Dear colleague,

You ask what happens to the computed optical rotation of (S)-methyloxirane at the CCSD/aug-cc-pVDZ level when the coordinate origin is moved by 10 bohr, and how that response changes when one thing at a time is altered: the length or direction of the shift, the wavelength, the enantiomer, the quality of the wave function, or an isotope. A physical rotation cannot depend on the origin, so whatever moves is a defect of the calculation. One small vector controls all of it. I derive that vector, argue each change from it, and then put numbers on it with a three-state model. I have not run the CCSD calculation, so every number below is the model's.

Conventions. Atomic units unless stated. r, p and L = r × p are summed over electrons, μ = −r and m = −L/2. States are real, so I write ⟨0|r|n⟩ = r_n, ⟨n|p|0⟩ = iP_n and ⟨n|L|0⟩ = iΛ_n with real vectors; ω_n is the excitation energy and D_n = ω_n² − ω². Response functions are ⟨⟨A;B⟩⟩_ω = Σ_n [A_0n B_n0/(ω − ω_n) − B_0n A_n0/(ω + ω_n)]. The rotatory strength is R_n = Im⟨0|μ|n⟩·⟨n|m|0⟩ = ½ r_n·Λ_n, and the Rosenfeld tensor is G′ = Im⟨⟨μ;m⟩⟩_ω = −ωβ, with

β_ab = Σ_n r_n,a Λ_n,b / D_n.

A vapour of number density N rotates by ω²μ₀N(Tr β)/3 radians per unit length (SI, dextrorotation positive). This gives [α] = k (Tr β)/3 with k = 1.3423×10⁻⁴ ν̃²/M, for β in bohr⁴, ν̃ in cm⁻¹, M in g/mol and [α] in deg dm⁻¹ (g/mL)⁻¹, which I shorten to deg. With M = 58.08 and λ = 589.3 nm, ω = 0.07732 and k = 665.5. Moving the origin by +a is the same as moving the molecule by −a.

The length gauge (LG). The basis functions sit on the atoms, so the wave function is untouched by the shift; only the operators change, r → r − a and L → L − a × p. The constant in r drops out because ⟨0|n⟩ = 0, while Λ_n → Λ_n − a × P_n. Hence

ΔR_n = ½ a·(r_n × P_n).

For exact states [r,H] = ip gives the hypervirial relation P_n = ω_n r_n, and the cross product vanishes. The relation is sufficient but not necessary: ΔR_n is zero for every a as soon as P_n is parallel to r_n, whatever its length. Summing over states, define the mixed polarisability A = −Im⟨⟨r;p⟩⟩_ω/ω, that is A_ab = 2Σ_n r_n,a P_n,b/D_n, which is the ordinary symmetric polarisability when the relation holds. Then Δβ_ab = −½ ε_bcd a_c A_ad and

Δ[α] = (k/6) a·v, v_c = ε_cab A_ab, so that v_z = A_xy − A_yx.

This step uses only that the response function is linear in its second operator, so it holds for CCSD, whose left and right transition moments differ. At 589.3 nm k/6 = 110.9 deg per bohr per atomic unit of v. An asymmetry of 0.01 in a polarisability of about 40 already gives 11 deg at 10 bohr: the rotation is a small remainder, and the lever acts on a large tensor.

The velocity gauges. Replace r_n by P_n/ω_n: R_n(vel) = P_n·Λ_n/(2ω_n). Its shift contains P_n·(a × P_n) = 0. For CCSD the shift is the antisymmetric part of ⟨⟨p;p⟩⟩_ω. The symmetrised coupled-cluster response function obeys ⟨⟨A;B⟩⟩_ω = ⟨⟨B;A⟩⟩_−ω and ⟨⟨A;B⟩⟩_−ω = ⟨⟨A;B⟩⟩_ω*, and ⟨⟨p;p⟩⟩ is real, so it is symmetric and the trace is invariant in any basis. Now Tr⟨⟨p;L⟩⟩_ω = −2Σ ω_n P_n·Λ_n/D_n, and ω_n/D_n − 1/ω_n = ω²/(ω_n D_n), so

ω Tr G′ = ½ Tr[⟨⟨p;L⟩⟩_ω − ⟨⟨p;L⟩⟩_0], Tr β = 2Σ R_n(vel)/D_n.

This is the modified velocity gauge (MVG) of Pedersen and co-workers. The plain velocity gauge (VG) omits the subtraction. The static term is −4ΣR_n(vel), zero in exact theory because the commutators [r_a,L_a] vanish and closure gives ΣR_n = 0, but not in a finite basis. VG therefore carries an extra 2ΣR_n(vel)/ω² in Tr β.

The origin-invariant length gauge, LG(OI), due to Caricato. Take the singular value decomposition A = U D Vᵀ, with D diagonal, and express the electric index of β in the frame U and the magnetic index in the frame V, both proper rotations. There A is diagonal, and the shift of each diagonal element contains ε with a repeated index. The new trace is Tr(UᵀβV) = Tr(Qᵀβ), with Q = UVᵀ the rotation in the polar decomposition A = QS. Its shift is −½ ε_bcd a_c S_bd, zero because S = QᵀA is symmetric. If v lies along z and z is a principal axis, Q turns about z by θ, with tan θ = v_z/(A_xx + A_yy), and

Tr(Qᵀβ) = cos θ (β_xx + β_yy) + β_zz + sin θ (β_xy − β_yx).

For small θ a shift along z changes β_xy − β_yx by −½a(A_xx + A_yy) and the last term by −½av_z, which cancels the drift. It follows that LG(OI) is, up to order θ², the ordinary LG value at the origin where β is symmetric.

The model. Three effective states carry the polarisability, one along each axis, with the origin at the centre of mass (COM):

n=1: ω = 0.45, r = (3.3, 0, 0), P = (1.43, t, 0), Λ = (−0.020, 0.30, 0)
n=2: ω = 0.55, r = (0, 3.2, 0), P = (s, 1.69, 0), Λ = (−0.30, 0.010, 0)
n=3: ω = 0.65, r = (0, 0, 3.4), P = (0, 0, 2.12), Λ = (0, 0, 0.012)

The inputs were chosen to give a mean polarisability of about 40 and a rotation of about −30 deg at 589.3 nm, which is typical of clamped-nucleus CCSD in this basis for the S form; recovering them tests nothing. The hypervirial lengths ω_n r_n are 1.485, 1.760 and 2.210, so the P_n are about 4 per cent short. The transverse defects t = 4.0×10⁻⁴ and s = 0 are my assumption. They tilt P_1 from r_1 by 0.016° and put v along z. In the real C₁ molecule v points in no special direction, and its size and sign have to be computed; the drift is proportional to it.

At 589.3 nm the D_n are 0.19652, 0.29652 and 0.41652. The diagonal of β is (−0.33584, 0.10792, 0.09795), Tr β = −0.12997 and LG gives −28.8 deg. Off the diagonal β_xy = 5.04 and β_yx = −3.24. The diagonal of A is (48.03, 36.48, 34.61), v_z = A_xy = 0.013434 and θ = 1.590×10⁻⁴ rad, so terms in θ² are negligible. LG(OI) adds θ × 8.28 = 0.00132 to the trace, giving −0.12865 and −28.5 deg; the origin where β is symmetric lies 0.196 bohr up the z axis. The velocity strengths are −0.03164, 0.01536 and 0.01957, and MVG gives −27.6 deg. Their sum, 0.00329, adds 244 deg to VG, which reads +216 deg: invariant, and of opposite sign to the other three.

The reference shift is a = (0, 0, +10). Since a·v > 0, LG must move upward, by 110.9 × 10 × 0.013434 = 14.9 deg, or 1.49 deg per bohr. Directly, Λ_1 becomes (−0.016, −14.0, 0) and Λ_2 becomes (16.6, 0.010, 0). R_1 goes from −0.0330 to −0.0264, which is −15.6 to −12.4 in units of 10⁻⁴⁰ esu² cm² (1 a.u. = 471.4), so a computed circular dichroism band drifts as well. Tr β becomes −0.06280 and LG −13.9 deg. Meanwhile β_xy − β_yx has become −414.2, θ times this is −0.06585, and the LG(OI) trace is again −0.12865. Each P_n·Λ_n is unchanged, so MVG and VG stay put.

Change 1: length and sign of the shift. The drift is strictly linear in a, with no quadratic term, so reversing a reverses it and doubling a doubles it. The baseline is negative and the slope positive, so reversal makes the rotation more negative, and a long enough positive shift flips its sign. Calculation gives −43.7 deg at a_z = −10 and +1.0 deg at a_z = +20, with the zero near 19 bohr. An assignment of absolute configuration from LG could be inverted by a careless coordinate file.

Change 2: direction of the shift. Only the projection on v counts. A 10-bohr shift along x or y must give nothing, although it changes off-diagonal elements of β by large amounts. Along the body diagonal (1,1,1)/√3 the drift falls by √3, to 8.6 deg, and LG reads −20.2 deg. A single test shift that shows no drift therefore proves nothing. Three shifts along the axes give the whole of v, and the largest possible drift is (k/6)|a||v|.

Change 3: wavelength, 589.3 → 355 nm. The factor k grows as ν̃², by 2.756, and v grows through 1/D_n, so the drift keeps its sign and rises by a little more than that factor. With ω = 0.12835 and D_1 = 0.18603 the second factor is 1.056 and the product 2.911: the drift is 43.4 deg, and LG goes from −87.1 deg at the COM to −43.7 deg. LG(OI) gives −86.2 and MVG −83.4 deg. The VG offset scales as k/ω², in which the frequency cancels, so it stays at 244 deg and VG reads +161 deg; a rotation that tends to a constant at long wavelength is the mark of VG. The model omits the Rydberg states that begin at approximately 0.27 hartree (7.3 eV). If the whole of v came from such a state, the dispersion factor would be 1.186, the product 3.27 and the drift 48.7 deg. For contributions of one sign from states above that energy the ratio lies between 2.76 and 3.27; cancelling contributions can push it outside.

Change 4: the other enantiomer. Tr β is a pseudoscalar and v an axial vector, so the answer depends on how the R geometry was made. Inversion through the origin flips r_n and P_n and leaves Λ_n alone: β changes sign and A does not. With the same laboratory shift the baseline flips but the drift does not, and LG reads 28.8 + 14.9 = +43.7 deg against −13.9 deg for S. The two enantiomers then fail to cancel by twice the drift, 29.8 deg. Reflection x → −x flips the baseline and also A_xy, and it maps the shift vector onto itself, so the result is the proper mirror value, +13.9 deg. LG(OI) and MVG give +28.5 and +27.6 deg either way. The sum of the two enantiomers is a cheap diagnostic, provided the symmetry operation reverses the component of a along v.

Change 5: the wave function. A larger basis should shrink the defects, but in CCSD they do not vanish in a complete basis, because for more than two electrons the truncated cluster expansion on unrelaxed orbitals does not satisfy the hypervirial relation. For the same reason London orbitals, which cure variational methods, do not cure this response function. Three variations separate the defects.

(a) Reduce t to 1.0×10⁻⁴. The drift and the LG(OI) correction are linear in t and fall by four; LG at the COM does not contain P and cannot move. The drift is 3.7 deg. MVG loses three quarters of the small positive term tΛ_1,y and moves down to −27.8 deg.

(b) Keep t and restore the lengths 1.485, 1.760 and 2.210. Parallel components do not enter r_n × P_n, so the drift must stay at 14.9 deg, while MVG should grow by about 4 per cent in magnitude and close on LG(OI). The two become −28.53 and −28.55 deg. The VG offset does not vanish but becomes 262 deg, since the sum rule rests on closure, a separate condition. Close length and velocity oscillator strengths thus say little about origin dependence.

(c) Keep t and add a second defect, s = 6.22×10⁻⁴, the value that makes A_yx = A_xy at 589.3 nm. The wave function is further from the hypervirial relation, yet v = 0 and the rotation does not drift. The bands still do: ΔR_1 = +0.0066 and ΔR_2 = −0.0100. The cancellation weighs them by 1/D_n, and state 1 gains faster toward the blue, so a positive drift should return at 355 nm; it is 0.8 deg.

The model's values in deg, with a = (0, 0, +10) and 589.3 nm unless stated:

case: LG at COM / LG shifted / LG(OI) / MVG
reference: −28.8 / −13.9 / −28.5 / −27.6
a reversed: −28.8 / −43.7 / −28.5 / −27.6
a doubled: −28.8 / +1.0 / −28.5 / −27.6
a along x or y: −28.8 / −28.8 / −28.5 / −27.6
a along the diagonal: −28.8 / −20.2 / −28.5 / −27.6
355 nm: −87.1 / −43.7 / −86.2 / −83.4
R by inversion: +28.8 / +43.7 / +28.5 / +27.6
R by x → −x: +28.8 / +13.9 / +28.5 / +27.6
t divided by four: −28.8 / −25.1 / −28.8 / −27.8

Change 6: CH₃ → CD₃, an unintended shift. At fixed geometry the electronic tensors are unchanged. M rises by 3 × 1.006 to 61.10, which reduces every specific rotation by 5 per cent in magnitude: MVG goes to −26.2 deg, a change of +1.4 deg. A program that puts the origin at the COM also moves it toward the methyl group. Taking the centroid of the three hydrogens approximately 3.7 bohr from the COM, the move is 3 × 1.006 × 3.7/61.10 = 0.18 bohr, and the LG artefact is at most 0.26 deg, of either sign, reached if that direction is along v. Vibrational averaging, left out here, is typically several degrees for this molecule in the visible, and the zero-point part due to pure hydrogen motion falls by 1 − 1/√2 = 29 per cent on deuteration. That change may be a degree or more. It would exceed the artefact and rival the mass effect, so the model does not predict your isotope shift, only the part of a computed one that is spurious.

How far to trust the baselines: as typical knowledge and not as a measurement, CCSD in this basis gives something of order −60 deg at 355 nm, so the model's −87 deg is too negative by nearly half, for want of the positive pull of the lowest Rydberg band; and the vapour itself typically rotates by only about −10 deg in the red and is slightly positive near 355 nm, so clamped-nucleus values of this kind are too negative at both wavelengths.

Invariance is not accuracy. LG(OI) and MVG are two different approximations, each free of the origin, which coincide when the hypervirial relation holds. Their gap, 0.9 deg in the model at 589.3 nm, comes mostly from the longitudinal defect, while the drift comes only from the antisymmetric transverse one; nothing above ranks one gauge over the other. The gap is small here because all three P_n are short by nearly the same fraction. With unequal fractions the cancellation among the diagonal elements of β would magnify it. What carries over to the real calculation is the structure: an LG drift of (k/6)a·v, linear in a, blind to shifts perpendicular to v, growing somewhat faster than ν̃² and unchanged by inversion of the molecule; a wavelength-independent offset in VG; and no drift at all in MVG or LG(OI).